# Counting plane waves, grid points and operations

**Student.** I was told that the FFT grid of a plane-wave code holds about fifteen times as many points as there are plane waves, and that going through this grid is still the cheap way to apply a potential. Fifteen times more data and cheaper sounds wrong.

**Lecturer.** Both statements can be derived. The premises first.

1. The cell has lattice vectors $\mathbf a_i$ and volume $\Omega$. Reciprocal vectors are $\mathbf G=\sum_i n_i\mathbf b_i$ with $\mathbf a_i\cdot\mathbf b_j=2\pi\delta_{ij}$.
2. An orbital is $\psi(\mathbf r)=\Omega^{-1/2}e^{i\mathbf k\cdot\mathbf r}u(\mathbf r)$ with $u=\sum_{\mathbf G}c_{\mathbf G}e^{i\mathbf G\cdot\mathbf r}$, restricted to $|\mathbf k+\mathbf G|\le G_{\max}$, where $E_{\rm cut}=\hbar^2G_{\max}^2/2m$ and $\hbar^2/2m=3.810$ eV Å$^2$.
3. The Hamiltonian is $H=T+V(\mathbf r)+\sum_{ij}|\beta_i\rangle D_{ij}\langle\beta_j|$, with a local potential $V=\sum_{\mathbf Q}V_{\mathbf Q}e^{i\mathbf Q\cdot\mathbf r}$ and atom-centred projectors $\beta_i$. The matrix $D$ is real and couples only projectors on one atom.
4. Cost is counted in real floating-point operations (flops), for $N_b$ bands at one k-point and one spin, with complex coefficients. A complex addition costs 2, a complex multiplication 6, a complex multiply-add 8, a real-times-complex multiply-add 4.

## The number of plane waves

**Lecturer.** Let $N(\mathbf k)=\sum_{\mathbf G}\theta(G_{\max}-|\mathbf k+\mathbf G|)$. Average it over the Brillouin zone, whose volume is $(2\pi)^3/\Omega$. The zones translated by all $\mathbf G$ tile reciprocal space once, so the sum and the integral merge into one integral over $\mathbf q=\mathbf k+\mathbf G$:

$$N_{\rm PW}=\frac{\Omega}{(2\pi)^3}\int d^3q\,\theta(G_{\max}-q)=\frac{\Omega}{8\pi^3}\,\frac{4\pi}{3}G_{\max}^3=\frac{\Omega\,G_{\max}^3}{6\pi^2}.$$

**Student.** That is an average. I compute at one k-point, and a count is an integer.

**Lecturer.** Then look at the fluctuation. $N(\mathbf k)$ is periodic in $\mathbf k$, so it is a Fourier series over direct lattice vectors $\mathbf T$. The same tiling gives the coefficients as integrals of $e^{i\mathbf q\cdot\mathbf T}$ over the ball. The angular integral yields $4\pi\sin(qT)/(qT)$, and

$$4\pi\int_0^{G_{\max}}q^2\,\frac{\sin qT}{qT}\,dq=\frac{4\pi}{3}G_{\max}^3\,\frac{3(\sin x-x\cos x)}{x^3},\qquad x=G_{\max}T .$$

So $N(\mathbf k)=N_{\rm PW}\left[1+\sum_{\mathbf T\ne0}\cos(\mathbf k\cdot\mathbf T)\,3(\sin x-x\cos x)/x^3\right]$. For large $x$ each correction has the envelope $3/x^2$. The series converges slowly, so that gives only an order of magnitude, but it shows that the relative deviation shrinks as the cell or the cutoff grows. We will count explicitly later.

## The grid

**Lecturer.** The kinetic term is diagonal, $\hbar^2|\mathbf k+\mathbf G|^2c_{\mathbf G}/2m$, at 2 flops per coefficient. The local term is a convolution. The Bloch phases cancel in the matrix element, and

$$(V\psi)_{\mathbf G}=\sum_{\mathbf G'}V_{\mathbf G-\mathbf G'}\,c_{\mathbf G'} .$$

Both $\mathbf k+\mathbf G$ and $\mathbf k+\mathbf G'$ lie in the sphere, so $|\mathbf G-\mathbf G'|\le2G_{\max}$. Components of $V$ beyond $2G_{\max}$ never enter and may be set to zero. The density $|u|^2$ contains the same differences and ends exactly at $2G_{\max}$.

Take the grid $\mathbf r_j=\sum_i(j_i/N_i)\mathbf a_i$, $j_i=0,\dots,N_i-1$, with $N_{\rm FFT}=N_1N_2N_3$ points. The geometric sum $\sum_{j=0}^{N-1}e^{2\pi imj/N}$ equals $N$ if $N$ divides $m$; otherwise it equals $(1-e^{2\pi im})/(1-e^{2\pi im/N})=0$. In three dimensions, $N_{\rm FFT}^{-1}\sum_je^{i\mathbf G\cdot\mathbf r_j}$ is 1 if $\mathbf G$ belongs to the coarse lattice $\mathbf K=\sum_i l_iN_i\mathbf b_i$ with integer $l_i$, and 0 otherwise. Evaluate $u$ on the grid, multiply by $V(\mathbf r_j)$ and transform back:

$$\frac1{N_{\rm FFT}}\sum_je^{-i\mathbf G\cdot\mathbf r_j}V(\mathbf r_j)u(\mathbf r_j)=\sum_{\mathbf G'}c_{\mathbf G'}\sum_{\mathbf K}V_{\mathbf G-\mathbf G'+\mathbf K}.$$

The term $\mathbf K=0$ is the convolution. The others are aliasing. They vanish if $|\mathbf G-\mathbf G'+\mathbf K|>2G_{\max}$, and since $|\mathbf G-\mathbf G'+\mathbf K|\ge|\mathbf K|-2G_{\max}$, it suffices that

$$|\mathbf K|>4G_{\max}\quad\text{for all }\mathbf K\neq0 .$$

**Student.** But the product $Vu$ reaches $3G_{\max}$. A signal of half-width $3G_{\max}$ needs a period of $6G_{\max}$.

**Lecturer.** If you wanted all of it, yes. You keep only the part inside the basis sphere. A component at $3G_{\max}$ folds back to $3G_{\max}-|\mathbf K|$, which lies outside the sphere once $|\mathbf K|>4G_{\max}$. The region between $G_{\max}$ and $2G_{\max}$ is corrupted and thrown away. For the density you do want every component, but it ends at $2G_{\max}$, and two such components are confused only if they differ by a $\mathbf K$ of length at most $4G_{\max}$. One condition serves both.

**Student.** And is it needed, or only sufficient?

**Lecturer.** Try one dimension, with basis $|n|\le2$ and $V_m=1/(1+|m|)$ for $|m|\le4$. The element between $n=2$ and $n'=-2$ is $V_4=1/5$. Nine grid points return $1/5$. Eight points return $V_4+V_{4-8}=2/5$. The condition is needed up to the discreteness of the lattice.

For an orthorhombic cell with edges $L_i$ the $\mathbf b_i$ are orthogonal, the shortest $\mathbf K$ lie along the axes with lengths $2\pi N_i/L_i$, and the condition reads $N_i>2G_{\max}L_i/\pi$. At the threshold,

$$N_{\rm FFT}=\frac{8G_{\max}^3\Omega}{\pi^3},\qquad \rho\equiv\frac{N_{\rm FFT}}{N_{\rm PW}}=\frac{8}{\pi^3}\,6\pi^2=\frac{48}{\pi}=15.28 .$$

A factor $2^3=8$ comes from doubling the radius and a factor $6/\pi$ from the cube around a sphere. Neither the cutoff nor the edges survive. The integer form is slightly sharper. A difference $\mathbf G-\mathbf G'$ has index $|m_i|\le M_i=\lfloor G_{\max}L_i/\pi\rfloor$. Two distinct index sets congruent modulo the $N_i$ differ by at least $N_i$ in some direction, which is impossible if $N_i\ge2M_i+1$.

**Student.** Why did you insist on orthorhombic?

**Lecturer.** In general the condition says that spheres of radius $2G_{\max}$ centred on the $\mathbf K$ lattice do not overlap. Measured in units of $(2\pi)^3/\Omega$, a sphere has volume $8N_{\rm PW}$ and the cell of that lattice $N_{\rm FFT}$. Hence $\rho=8/\eta$, with $\eta$ the packing fraction. At the orthorhombic threshold the $\mathbf K$ lattice is simple cubic, $\eta=\pi/6$. For a primitive fcc cell it is bcc, $\eta=\sqrt3\pi/8$, and $\rho=64/(\sqrt3\pi)=11.8$ would do. A simpler rule encloses the sphere in the parallelepiped of indices. Since $m_i=\mathbf G\cdot\mathbf a_i/2\pi$, it asks for $N_i>2G_{\max}|\mathbf a_i|/\pi$ and gives $\rho=(48/\pi)\,|\mathbf a_1||\mathbf a_2||\mathbf a_3|/\Omega$, which is $48\sqrt2/\pi=21.6$ for fcc. For orthogonal axes the two rules coincide.

## Cost of the local term

**Lecturer.** The direct convolution is one complex multiply-add per pair, $C_{\rm dir}=8N_bN_{\rm PW}^2$. For the grid route use the splitting of Cooley and Tukey (1965). With $w=e^{-2\pi i/N}$ and $E_m$, $O_m$ the length-$N/2$ transforms of the even and odd samples, $X_m=E_m+w^mO_m$ and $X_{m+N/2}=E_m-w^mO_m$. That is $N/2$ complex multiplications and $N$ complex additions, $3N+2N=5N$ flops. So $t(N)=2t(N/2)+5N$ with $t(1)=0$, solved by $t=5N\log_2N$. A three-dimensional transform is $N_2N_3$ transforms of length $N_1$, and likewise for the other two axes. The logarithms add to $5N_{\rm FFT}\log_2N_{\rm FFT}$. I use this as the nominal count also for lengths with factors 3 and 5. Two transforms and one real-times-complex product per point give

$$C_{\rm loc}=N_bN_{\rm FFT}\,(10\log_2N_{\rm FFT}+2).$$

Set $C_{\rm loc}=C_{\rm dir}$ with $N_{\rm FFT}=\rho N_{\rm PW}$:

$$N_{\rm PW}=\frac{\rho}{8}\left[10\log_2(\rho N_{\rm PW})+2\right].$$

The right side varies slowly, and iteration from a start of a few hundred converges to $N_{\rm PW}\approx2.3\times10^2$ for $\rho=48/\pi$. Your factor fifteen is paid once, as a prefactor, while the direct sum pays a factor $N_{\rm PW}$.

## Projectors

**Lecturer.** For a projector at $\boldsymbol\tau$ with transform $\tilde\beta(\mathbf q)=\int\beta(\mathbf r)e^{-i\mathbf q\cdot\mathbf r}d^3r$,

$$p=\int\beta^*(\mathbf r-\boldsymbol\tau)\psi(\mathbf r)\,d^3r=\Omega^{-1/2}\sum_{\mathbf G}c_{\mathbf G}\,\tilde\beta^*(\mathbf k+\mathbf G)\,e^{i(\mathbf k+\mathbf G)\cdot\boldsymbol\tau}.$$

This is a complex inner product of length $N_{\rm PW}$ for every band and every one of the $N_{\rm proj}$ projectors. Expanding $\sum_i|\beta_i\rangle(Dp)_i$ back costs the same. Therefore

$$C_{\rm nl}^{G}=16\,N_bN_{\rm proj}N_{\rm PW},$$

plus the product with the block-diagonal $D$, which has a fixed number of entries per atom.

**Student.** That is wasteful. The projector vanishes outside a small sphere, and we have $u$ on the grid already. Sum over the points in the sphere.

**Lecturer.** That is real-space projection, and it needs no extra FFT. See what the grid sum evaluates. Extend the grid over all space. Its weighted delta comb is $(\Omega/N_{\rm FFT})\sum_j\delta(\mathbf r-\mathbf r_j)=\sum_{\mathbf K}e^{i\mathbf K\cdot\mathbf r}$, so for $\mathbf q=\mathbf k+\mathbf G$

$$\frac{\Omega}{N_{\rm FFT}}\sum_j\beta^*(\mathbf r_j-\boldsymbol\tau)e^{i\mathbf q\cdot\mathbf r_j}=\sum_{\mathbf K}\tilde\beta^*(\mathbf q+\mathbf K)\,e^{i(\mathbf q+\mathbf K)\cdot\boldsymbol\tau}.$$

The aliases have $|\mathbf q+\mathbf K|\ge4G_{\max}-G_{\max}=3G_{\max}$, and their phases $e^{i\mathbf K\cdot\boldsymbol\tau}$ make the energy ripple as the atom moves across the grid. Three regions follow. Below $G_{\max}$, $\tilde\beta$ must be kept. Above $3G_{\max}$ it must vanish. In between it is never sampled and is free. King-Smith, Payne and Lin (1991) used that freedom to minimise the weight of the projector outside a radius $r_0$.

**Student.** Minimise, not remove?

**Lecturer.** A function confined to a finite sphere has an analytic transform, which cannot vanish on a whole region unless it vanishes everywhere. So the scheme is a controlled approximation, and $r_0$ has to exceed the original core radius. The sphere holds $n_s=V_sN_{\rm FFT}/\Omega$ points, $V_s=4\pi r_0^3/3$, independent of the cell size. With real spherical harmonics $\beta$ is real, 4 flops per point and projector. The phase $e^{i\mathbf k\cdot\mathbf r}$ costs 6 flops per point and atom. Both occur in each direction, so for $N$ atoms

$$C_{\rm nl}^{r}=N_b\,n_s\,(8N_{\rm proj}+12N).$$

## Orthonormalisation

**Lecturer.** This is no part of $H\psi$, but every iterative solver needs it. Collect the bands as columns of $\Psi$. The overlap $O=\Psi^\dagger\Psi$ is Hermitian, so $N_b(N_b+1)/2$ inner products suffice, $4N_b^2N_{\rm PW}$ flops to leading order. Factorise $O=\Lambda\Lambda^\dagger$ with $\Lambda$ lower triangular (Cholesky). Column $j$ has $N_b-j+1$ entries of about $j$ terms each, $N_b^3/6$ multiply-adds in all, or $\tfrac43N_b^3$ flops. Then $\Psi'=\Psi(\Lambda^\dagger)^{-1}$ obeys $\Psi'^\dagger\Psi'=\Lambda^{-1}O(\Lambda^\dagger)^{-1}=1$. New band $j$ involves $j$ vectors, again $4N_b^2N_{\rm PW}$. Because $N_b\ll N_{\rm PW}$ the factorisation is minor, and

$$C_{\rm orth}=8N_b^2N_{\rm PW}.$$

## Scaling and crossovers

**Lecturer.** Enlarge a crystal at fixed composition and cutoff. With volume $v$ per atom, $N_b=bN$, $N_{\rm proj}=sN$ and $N_{\rm PW}=gN$, $g=vG_{\max}^3/6\pi^2$. Divide each cost by $N_bN_{\rm PW}$, using $n_s/g=\rho V_s/v$:

| step | cost$/(N_bN_{\rm PW})$ | total scaling |
|---|---|---|
| direct convolution | $8gN$ | $N^3$ |
| local, FFT | $\rho\,[10\log_2(\rho gN)+2]$ | $N^2\log N$ |
| projection, reciprocal | $16sN$ | $N^3$ |
| projection, real space | $(8s+12)\rho V_s/v$ | $N^2$ |
| orthonormalisation | $8bN$ | $N^3$ |

**Student.** So the direct convolution is cubic, exactly like two steps that everybody tolerates. Then the FFT does not change the scaling of the calculation at all.

**Lecturer.** Correct, it removes one cubic term of three. It is the one with the largest prefactor, $8g$ against $16s$ and $8b$, where $g$ is hundreds and $s$, $b$ are of order ten or less. It is also the one that grows as $E_{\rm cut}^3$, while the other two grow as $E_{\rm cut}^{3/2}$. Real-space projection removes the second. Orthonormalisation stays and wins in the end.

Equating rows gives the crossovers. The two projection schemes cost the same at

$$N^*=\frac{8s+12}{16s}\,\frac{\rho V_s}{v},\qquad\rho V_s=\frac{48}{\pi}\cdot\frac{4\pi}{3}r_0^3=64\,r_0^3 .$$

At fixed $r_0$ the cutoff drops out. A cubic row $\lambda N$ overtakes the FFT row at the large root of $\lambda N=\rho[10\log_2(\rho gN)+2]$, which feels the cutoff only through the logarithm.

## Range of validity

**Student.** How far can I trust these numbers?

**Lecturer.** The count is exact as a zone average and asymptotic in $G_{\max}L$ at one k-point. The ratio $48/\pi$ is the alias-free threshold for orthogonal axes, before each $N_i$ is rounded to an integer with small prime factors. It assumes $V$ truncated at $2G_{\max}$. That holds for the Hartree potential of the smooth density and can be imposed on the ionic part. The exchange-correlation potential is a nonlinear function of the density, so it is not band-limited, and its grid values carry aliasing of their own. Augmentation charges of ultrasoft and PAW schemes need a finer grid or radial meshes, at a cost per density update and not per band. Some calculations accept $|\mathbf K|=3G_{\max}$, with $\rho=(3/4)^3\,48/\pi=6.4$. Then elements with a component of $\mathbf G-\mathbf G'$ beyond $G_{\max}$ can be aliased.

The costs are a model, and several omitted factors are of order one.

- Zeros in the box. Going from the sphere to the grid, the first axis needs only the lines that hit the sphere, a fraction $\pi G_{\max}^2/(4G_{\max})^2=\pi/16$. The second needs only the planes that cut it, $1/2$, and the third needs all lines. The FFT work in a cubic box falls by $(\pi/16+1/2+1)/3=0.57$.
- Subspace diagonalisation. Forming $\Psi^\dagger H\Psi$ and rotating $\Psi$ adds $(4+8)N_b^2N_{\rm PW}$, which multiplies the orthonormalisation row by 2.5 if done equally often. I assumed one application of $H$ per orthonormalisation; more applications shift the balance the other way.
- PAW or ultrasoft overlap operator. It reuses the projections $p$ but needs a second expansion, half as much again in either projection row, apart from the phases.
- The $\Gamma$ point. Real orbitals have $c_{-\mathbf G}=c_{\mathbf G}^*$. An inner product needs half the coefficients and only the real part, $2N_{\rm PW}$ in place of $8N_{\rm PW}$ flops. Two bands share one complex FFT, a gain of only 2. The crossovers against the FFT roughly double.
- Hardware. Flops are not seconds. If the matrix products run $f$ times faster per flop than the FFT, the crossovers against the FFT rise by about $f$.

The exponents are robust. The crossover sizes are good to a factor of two or three.

## The SrTiO$_3$ 3×3×3 supercell

**Student.** Then put my cell in.

**Lecturer.** The measured cubic lattice constant at room temperature is $a=3.905$ Å (compiled value, Zhang 2017). The cell has $27\times5=135$ atoms, $L=3a=11.715$ Å, $\Omega=1607.8$ Å$^3$ and $v=11.91$ Å$^3$. The rest are assumed inputs typical of PAW work: $E_{\rm cut}=500$ eV; valences 10 (Sr), 12 (Ti), 6 (O); two radial projectors per channel, s, p, d on Sr and Ti (18 each) and s, p on O (8); and $r_0=2.0$ Å on every atom. That makes 40 electrons and 60 projectors per formula unit, so 1080 electrons and $N_{\rm proj}=1620$. The crystal is a band insulator, so I keep only the $N_b=540$ doubly occupied bands. Thus $b=4$ and $s=12$.

The cutoff gives $G_{\max}=\sqrt{500/3.810}=11.456$ Å$^{-1}$, 25.39 plane waves per Å$^3$, $g=302$ and $N_{\rm PW}=4.082\times10^4$. At $\Gamma$ the basis consists of the integer triples within the radius $G_{\max}L/2\pi=21.36$, whose square is 456.2. Counting them gives 40 747, which is 0.2 per cent below the formula. The estimate from the Fourier series has $x=G_{\max}L=134.2$ and $3/x^2=1.7\times10^{-4}$, or 0.10 per cent for the six shortest $\mathbf T$, the right order. For the five-atom cell the count at $\Gamma$ is 1503 against 1512, which is 0.6 per cent low.

For the grid, $G_{\max}L/\pi=42.72$, so $M=42$ and $N_i\ge85$.

**Student.** The continuous condition says $N_i>85.44$. You are below it.

**Lecturer.** At 85 the spheres of radius $2G_{\max}$ overlap in a thin lens between indices 42 and 43, and no lattice point lies there. That grid has 614 125 points, 15.1 per counted plane wave. But $85=5\times17$ suits an FFT badly. The next length built from 2, 3 and 5 is 90, so $N_{\rm FFT}=729\,000$, $\log_2N_{\rm FFT}=19.48$, and the ratio is 17.9. Each projector sphere, $V_s=33.51$ Å$^3$, holds $n_s=1.52\times10^4$ points. With $N_{\rm PW}=4.08\times10^4$ and complex orbitals, as at a general k-point, one pass over all bands costs:

| step | flops |
|---|---|
| kinetic | $4.4\times10^{7}$ |
| product with $D$ (840 entries per formula unit) | $4.9\times10^{7}$ |
| local, direct convolution | $7.2\times10^{12}$ |
| local, FFT | $7.7\times10^{10}$ |
| projection, reciprocal | $5.7\times10^{11}$ |
| projection, real space | $1.2\times10^{11}$ |
| Cholesky factorisation | $2.1\times10^{8}$ |
| orthonormalisation | $9.5\times10^{10}$ |

Per band the local term takes $1.43\times10^8$ flops by FFT and $1.33\times10^{10}$ directly, a factor 93. Stored in full at 16 bytes per element, the matrix $V_{\mathbf G-\mathbf G'}$ would also fill 27 GB. The break-even basis of $2.3\times10^2$ plane waves corresponds to 9 Å$^3$ at this cutoff, less than the volume per atom, so the FFT wins for every SrTiO$_3$ cell.

**Student.** And yet the FFT is not the largest entry.

**Lecturer.** No. Take the reduced costs with the ideal $\rho=48/\pi$: $192N$ for reciprocal projection, $32N$ for orthonormalisation, and $108\times64\,r_0^3/v=4.64\times10^3$ for real-space projection. The crossovers are:

| event | atoms |
|---|---|
| reciprocal projection overtakes the FFT | 13 |
| real-space projection becomes the cheaper scheme ($\Omega=36r_0^3=288$ Å$^3$) | 24 |
| orthonormalisation overtakes the FFT | 90 |
| the same, with subspace diagonalisation ($80N$) | 33 |
| orthonormalisation overtakes FFT plus real-space projection | $2.4\times10^2$ |

The second entry goes as $r_0^3$, so $r_0=1.5$ Å would multiply it by 0.42 and give 10 atoms. These sizes belong to the flop model with its assumed cutoff, projector set and radius, not to SrTiO$_3$ as such. Within the model your 135 atoms lie beyond the first four crossovers and short of the last. Applying $H$ costs $6.5\times10^{11}$ flops with reciprocal projectors and $2.0\times10^{11}$ with real-space ones, a saving of about a factor 3, and the cubic orthonormalisation is already comparable with the FFT step.